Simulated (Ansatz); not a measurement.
**Ligand exchange: CH6GeO2 + CH4O → CH6GeO3 + CH4**

Species: CH6GeO2 `C[O][GeH2][OH]`, singlet; CH4O (methanol) `CO`, singlet; CH6GeO3 `C[O][GeH]([OH])[OH]`, singlet; CH4 (methane) `C`, singlet. The partners trade H for OH: Ge–H and C–OH bonds give way to Ge–OH and C–H.

Shapes, held fixed at every level: PBE0-D4/def2-TZVP. Flexible molecules stand in one conformer, not always the lowest. Programs: Ansatz 0.2.0. The zero-point and thermal change to 298 K, harmonic and unscaled (PBE0-D4/def2-TZVP), is +1.4 kJ/mol.

(1) Estimate ΔH(298 K) of this reaction.

## Answers

(1) The highest level, CCSD(T)/def2-TZVPP, gives ΔH(298 K) = -162.6 kJ/mol; the levels span -162.6 to -154.1. The column of differences is taken from that level and isn't an error. No measured value is set beside it here. Relativity is left out for Ge. Outer-core shells of Ge are correlated in most correlated rows, in sets that cover them unevenly.

```tsv
level	kind	ΔH(298 K) (kJ/mol)	less CCSD(T)/def2-TZVPP
r2SCAN-D4/def2-TZVPP	meta-GGA	-162.6	0.0
B3LYP-D4/def2-TZVPP	global hybrid	-156.2	+6.4
wB97M-V/def2-TZVPP	range-separated hybrid	-158.9	+3.7
wB97X-V/def2-TZVPP	range-separated hybrid	-156.4	+6.2
B2PLYP/def2-TZVPP	double hybrid	-160.8	+1.8
CCSD(T)/def2-SVP	coupled cluster or CI	-154.1	+8.5
CCSD/def2-TZVPP	coupled cluster or CI	-161.1	+1.5
CCSD(T)/def2-TZVPP	coupled cluster or CI	-162.6	0.0
```

The exchange is strongly exothermic at every level, and the small thermal term shows that the driving force is electronic. Germanium is more electropositive than carbon, so its bond to oxygen is strongly polar and gains much ionic character, while hydrogen moves from a fairly weak Ge–H bond to a strong C–H bond. Both changes favour the products. Donation from the oxygen lone pairs into neighbouring Ge–O σ* orbitals may add to this, but a single reaction can't separate that share.

Bond types change but all species remain closed-shell, so much of the correlation energy cancels: adding perturbative triples to CCSD/def2-TZVPP shifts the enthalpy by only 1.5 kJ/mol. Going from def2-SVP to def2-TZVPP with CCSD(T) matters more, at 8.5 kJ/mol, probably because the smaller set describes the polarised oxygen density poorly. The match between r2SCAN-D4 and CCSD(T) may therefore owe something to compensating errors, and doesn't establish that functional as the most accurate. The exothermicity says nothing about the barrier to exchange.
